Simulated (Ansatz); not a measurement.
Ligand exchange: GaH2Br + C3H7Br → GaH2(CH3) + C2H4Br2

Species: GaH2Br `[GaH2][Br]`, singlet; C3H7Br (2-bromopropane) `CC(C)Br`, singlet; GaH2(CH3), singlet; C2H4Br2 (1,1-dibromoethane) `CC(Br)Br`, singlet. The partners trade Br for CH3: Ga–Br and C–CH3 bonds give way to Ga–CH3 and C–Br.

Shapes, held fixed at every level: PBE0-D4/def2-TZVP. Programs: Ansatz 0.2.0. Electronic energies: no zero-point or thermal term.

Question: Estimate ΔE of this reaction.

Answer: The highest level, CCSD(T)/def2-TZVPP, gives ΔE = +181.0 kJ/mol; the levels span +175.8 to +221.9. The column of differences is taken from that level and isn't an error. No measured value is set beside it here. Relativity is left out for Br, Ga. Outer-core shells of Br, Ga are correlated in most correlated rows, in sets that cover them unevenly.

```
                level                   kind  ΔE (kJ/mol)  less CCSD(T)/def2-TZVPP
          HF/def2-SVP           Hartree–Fock       +221.9                    +40.9
        HF/def2-TZVPP           Hartree–Fock       +213.0                    +32.0
     SPW92/def2-TZVPP                    LDA       +175.8                     -5.2
 r2SCAN-D4/def2-TZVPP               meta-GGA       +184.4                     +3.4
  B3LYP-D4/def2-TZVPP          global hybrid       +181.2                     +0.2
r2SCAN0-D4/def2-TZVPP          global hybrid       +191.1                    +10.1
       MP2/def2-TZVPP    perturbation theory       +178.5                     -2.5
   CCSD(T)/def2-TZVPP  coupled cluster or CI       +181.0                      0.0
```

The exchange is strongly uphill at every level, so its direction doesn't depend on how correlation is treated. The main reason is a mismatch of partners: electropositive gallium gives up a strong, polar bond to bromine for a less polar one to methyl, while carbon loses a robust C–C bond and gains a weaker C–Br bond. Donation from a bromine lone pair into the formally empty Ga 4p orbital probably stabilises the reactant side further, an interaction that methyl can replace only weakly through hyperconjugation.

Hartree–Fock exaggerates the cost, giving +213.0 kJ/mol in the larger basis, so correlation favours the products. This suggests a contribution from the two polarisable bromines brought together on one carbon. MP2 slightly overshoots this effect, ending 2.5 kJ/mol below coupled cluster, whereas the near-coincidence of B3LYP-D4 with coupled cluster may owe something to error cancellation. The total reaction energy can't apportion the cost between the gallium and carbon centres.
